Rigid scan of one H–N–H angle in isolated H₃N–Ag–SH (AgH4NS), computed with Ansatz 0.2.0 in the def2-TZVPP basis, with a def2 core potential on Ag. The scan starts from the PBE0-D4/def2-TZVP minimum, and each method's energies are counted from its own value at that structure. CCSD and CCSD(T) keep the cores frozen but correlate filled d shells.

## Numerical check

```python
# Table: rigid H-N-H bend energies (eV) of H3N-Ag-SH; Ansatz 0.2.0, def2-TZVPP, CCSD(T), CCSD, PBE0-D4, B3LYP-D4
# on the PBE0-D4/def2-TZVP structure. Tested: hand rules in u = delta/36 deg, their range, rival bending forms.
T = {
    'x': [83.7, 89.7, 95.7, 101.7, 107.7, 113.7, 119.7, 125.7, 131.7],  # °
    'ccsd_t': [0.4536, 0.2505, 0.1083, 0.0254, 0.0, 0.0302, 0.1135, 0.2471, 0.4275],  # eV
    'pbe0_d4': [0.4555, 0.2535, 0.1112, 0.0272, 0.0, 0.0275, 0.1075, 0.2369, 0.4122],  # eV
    'b3lyp_d4': [0.461, 0.2565, 0.1126, 0.0276, 0.0, 0.0276, 0.1081, 0.2385, 0.4152],  # eV
    'ccsd': [0.4573, 0.2524, 0.1089, 0.0254, 0.0, 0.0309, 0.1155, 0.2511, 0.4342],  # eV
    'err': [0.0019, 0.003, 0.0029, 0.0018, 0.0, -0.0027, -0.006, -0.0102, -0.0153],  # eV
}
import numpy as np
from scipy import constants as C
from scipy.optimize import curve_fit
x = np.array(T['x']); E = np.array(T['ccsd_t']); err = np.array(T['err'])
m = len(x)//2; x0 = x[m]; d = x - x0; u = d/36; W = np.radians(36)
def poly(y, n, s=slice(None)):
    return np.linalg.lstsq(np.array([u[s]**j for j in range(1, n+1)]).T, y[s], rcond=None)[0]
print("rounding floor 0.00005 eV in E, 0.05 deg in angle labels; u = (angle - %.1f deg)/36 deg" % x0)
print("CCSD(T): |delta| deg, even part eV, even/u^2 eV, odd part (open-close)/2 eV")
for j in range(1, m+1):
    ev = (E[m+j]+E[m-j])/2
    print("  %4.0f %.4f %.4f %+.4f" % (d[m+j], ev, ev/u[m+j]**2, (E[m+j]-E[m-j])/2))
print("quartic fits a1..a4 (eV), k eV/rad^2, k vs CCSD(T) %, min shift deg, skew a3/a2 per rad, max res eV")
P = {k: poly(np.array(T[k]), 4) for k in ['ccsd_t', 'ccsd', 'pbe0_d4', 'b3lyp_d4']}
for k, a in P.items():
    res = np.array(T[k]) - sum(a[j]*u**(j+1) for j in range(4))
    print("  %-8s %+.4f %.4f %+.4f %+.4f  %.3f %+.1f %+.2f %+.3f %.5f" % (k, *a, 2*a[1]/W**2,
          100*(a[1]/P['ccsd_t'][1]-1), -36*a[0]/(2*a[1]), a[2]/a[1]/W, abs(res).max()))
r1 = u**2; r2 = u**2 + u/60 - u**3/12
print("angle, u, CCSD(T), rule1 u^2, err eV, err %, u/60, -u^3/12, rule2, err eV, err %")
for i in range(len(x)):
    if i != m:
        print("  %5.1f %+.3f %.4f %.4f %+.4f %+.1f %+.4f %+.4f %.4f %+.4f %+.1f" % (x[i], u[i], E[i], r1[i],
              r1[i]-E[i], 100*(r1[i]/E[i]-1), u[i]/60, -u[i]**3/12, r2[i], r2[i]-E[i], 100*(r2[i]/E[i]-1)))
for nm, r in [('rule1', r1), ('rule2', r2)]:
    w = abs(r-E).argmax()
    print("%s: rms %.4f eV, worst %.4f eV at %.1f deg" % (nm, np.sqrt(np.mean((r-E)**2)), abs(r-E)[w], x[w]))
print("rule2 odd terms cancel at |delta| = %.1f deg" % (36*np.sqrt(12/60)))
for n in (2, 3):
    a = poly(E, n, slice(m-2, m+3)); p = sum(a[j]*u**(j+1) for j in range(n)) - E
    print("degree %d fit to inner 5 rows, a =" % n, np.round(a, 4), "outer errors eV", np.round(p[[0, 1, -2, -1]], 4))
def nb(t, t0, cb):  # cosine of angle to a fixed bond when one H moves in the H-N-H plane
    return cb*np.cos(t) + np.sin(t)*cb*(1-np.cos(t0))/np.sin(t0)
F = {'angle': lambda t, s: (t-s)**2, 'cos': lambda t, s: (np.cos(t)-np.cos(s))**2,
     'H..H dist': lambda t, s: (2*np.sin(t/2)-2*np.sin(s/2))**2,
     'cos+neigh': lambda t, s: (np.cos(t)-np.cos(s))**2 + (nb(t, s, np.cos(s))-np.cos(s))**2}
print("two-parameter harmonic forms: K eV, angle0 deg, skew per rad, rms eV, worst eV at angle")
t = np.radians(x); t0 = t[m]
for nm, f in F.items():
    g = lambda tt, K, s: 0.5*K*(f(tt, s)-f(t0, s))
    p, _ = curve_fit(g, t, E, p0=[5, t0]); y = g(t, *p); a = poly(y, 4); w = abs(y-E).argmax()
    print("  %-9s %.2f %.2f %+.3f %.4f %+.4f %.1f" % (nm, p[0], np.degrees(p[1]), a[2]/a[1]/W,
          np.sqrt(np.mean((y-E)**2)), (y-E)[w], x[w]))
cb = -np.sqrt(1-(1-np.cos(t0))/1.5); h = 1e-4
sl = [(np.arccos(nb(t0+h, t0, c))-np.arccos(nb(t0-h, t0, c)))/(2*h) for c in (np.cos(t0), cb)]
print("if one H moves, threefold N: Ag-N-H %.1f deg; slopes H-N-H %.2f, Ag-N-H %.2f" % (np.degrees(np.arccos(cb)), *sl))
k = 2*P['ccsd_t'][1]/W**2; R = 1.0e-10  # N-H length, rough recalled
nu = [np.sqrt(k*C.e/(q*C.m_p*R**2))/(2*np.pi*C.c*100) for q in (1, 0.5)]
print("k = %.2f eV/rad^2 = %.2f aJ/rad^2; rule1 k = %.2f eV/rad^2; best width %.1f deg" % (k, k*C.e*1e18, 2/W**2, np.degrees(np.sqrt(2/k))))
print("equivalent wavenumber: one H %.0f, both H %.0f cm-1 (rough recalled NH3 deformation 1600)" % tuple(nu))
kT = C.k*298/C.e
print("kT(298 K) = %.4f eV; classical rms bend %.1f deg" % (kT, np.degrees(np.sqrt(kT/k))))
b = poly(err, 2); res = err - b[0]*u - b[1]*u**2
print("PBE0-D4 less CCSD(T) = %+.4f u %+.4f u^2 eV, max res %.4f eV" % (*b, abs(res).max()))
print("  at %.1f deg: linear %+.4f, quadratic %+.4f, table %+.4f eV (%.1f %%)" % (x[-1], b[0]*u[-1], b[1]*u[-1]**2, err[-1], 100*err[-1]/E[-1]))
tr = E - np.array(T['ccsd'])
print("triples, CCSD(T) less CCSD: %+.4f eV at %.1f, %+.4f eV at %.1f deg" % (tr[0], x[0], tr[-1], x[-1]))
assert all(a[1] > 0 and a[2] < 0 for a in P.values())
assert P['ccsd_t'][0] > P['pbe0_d4'][0] and b[0] < 0
assert E[m+1] > E[m-1] and E[-1] < E[0]
assert P['ccsd'][1] > P['ccsd_t'][1] > P['pbe0_d4'][1]
```

Output:

```
rounding floor 0.00005 eV in E, 0.05 deg in angle labels; u = (angle - 107.7 deg)/36 deg
CCSD(T): |delta| deg, even part eV, even/u^2 eV, odd part (open-close)/2 eV
     6 0.0278 1.0008 +0.0024
    12 0.1109 0.9981 +0.0026
    18 0.2488 0.9952 -0.0017
    24 0.4405 0.9912 -0.0131
quartic fits a1..a4 (eV), k eV/rad^2, k vs CCSD(T) %, min shift deg, skew a3/a2 per rad, max res eV
  ccsd_t   +0.0170 1.0004 -0.0823 -0.0206  5.068 +0.0 -0.31 -0.131 0.00008
  ccsd     +0.0190 1.0122 -0.0817 -0.0209  5.128 +1.2 -0.34 -0.129 0.00009
  pbe0_d4  +0.0035 0.9867 -0.0808 -0.0238  4.999 -1.4 -0.06 -0.130 0.00010
  b3lyp_d4 +0.0026 0.9955 -0.0830 -0.0220  5.043 -0.5 -0.05 -0.133 0.00008
angle, u, CCSD(T), rule1 u^2, err eV, err %, u/60, -u^3/12, rule2, err eV, err %
   83.7 -0.667 0.4536 0.4444 -0.0092 -2.0 -0.0111 +0.0247 0.4580 +0.0044 +1.0
   89.7 -0.500 0.2505 0.2500 -0.0005 -0.2 -0.0083 +0.0104 0.2521 +0.0016 +0.6
   95.7 -0.333 0.1083 0.1111 +0.0028 +2.6 -0.0056 +0.0031 0.1086 +0.0003 +0.3
  101.7 -0.167 0.0254 0.0278 +0.0024 +9.4 -0.0028 +0.0004 0.0254 -0.0000 -0.1
  113.7 +0.167 0.0302 0.0278 -0.0024 -8.0 +0.0028 -0.0004 0.0302 -0.0000 -0.1
  119.7 +0.333 0.1135 0.1111 -0.0024 -2.1 +0.0056 -0.0031 0.1136 +0.0001 +0.1
  125.7 +0.500 0.2471 0.2500 +0.0029 +1.2 +0.0083 -0.0104 0.2479 +0.0008 +0.3
  131.7 +0.667 0.4275 0.4444 +0.0169 +4.0 +0.0111 -0.0247 0.4309 +0.0034 +0.8
rule1: rms 0.0067 eV, worst 0.0169 eV at 131.7 deg
rule2: rms 0.0019 eV, worst 0.0044 eV at 83.7 deg
rule2 odd terms cancel at |delta| = 16.1 deg
degree 2 fit to inner 5 rows, a = [0.0091 0.9983] outer errors eV [-0.016  -0.0055  0.007   0.0223]
degree 3 fit to inner 5 rows, a = [ 0.0166  0.9983 -0.0792] outer errors eV [0.0025 0.0007 0.0009 0.0038]
two-parameter harmonic forms: K eV, angle0 deg, skew per rad, rms eV, worst eV at angle
  angle     5.03 107.88 +0.000 0.0048 +0.0070 131.7
  cos       5.83 106.72 -0.309 0.0074 -0.0127 131.7
  H..H dist 14.66 105.40 -0.698 0.0203 -0.0302 131.7
  cos+neigh 4.90 107.30 -0.152 0.0026 +0.0041 119.7
if one H moves, threefold N: Ag-N-H 111.2 deg; slopes H-N-H -0.44, Ag-N-H -0.53
k = 5.07 eV/rad^2 = 0.81 aJ/rad^2; rule1 k = 5.07 eV/rad^2; best width 36.0 deg
equivalent wavenumber: one H 1170, both H 1654 cm-1 (rough recalled NH3 deformation 1600)
kT(298 K) = 0.0257 eV; classical rms bend 4.1 deg
PBE0-D4 less CCSD(T) = -0.0131 u -0.0149 u^2 eV, max res 0.0002 eV
  at 131.7 deg: linear -0.0087, quadratic -0.0066, table -0.0153 eV (-3.6 %)
triples, CCSD(T) less CCSD: -0.0037 eV at 83.7, -0.0067 eV at 131.7 deg
```
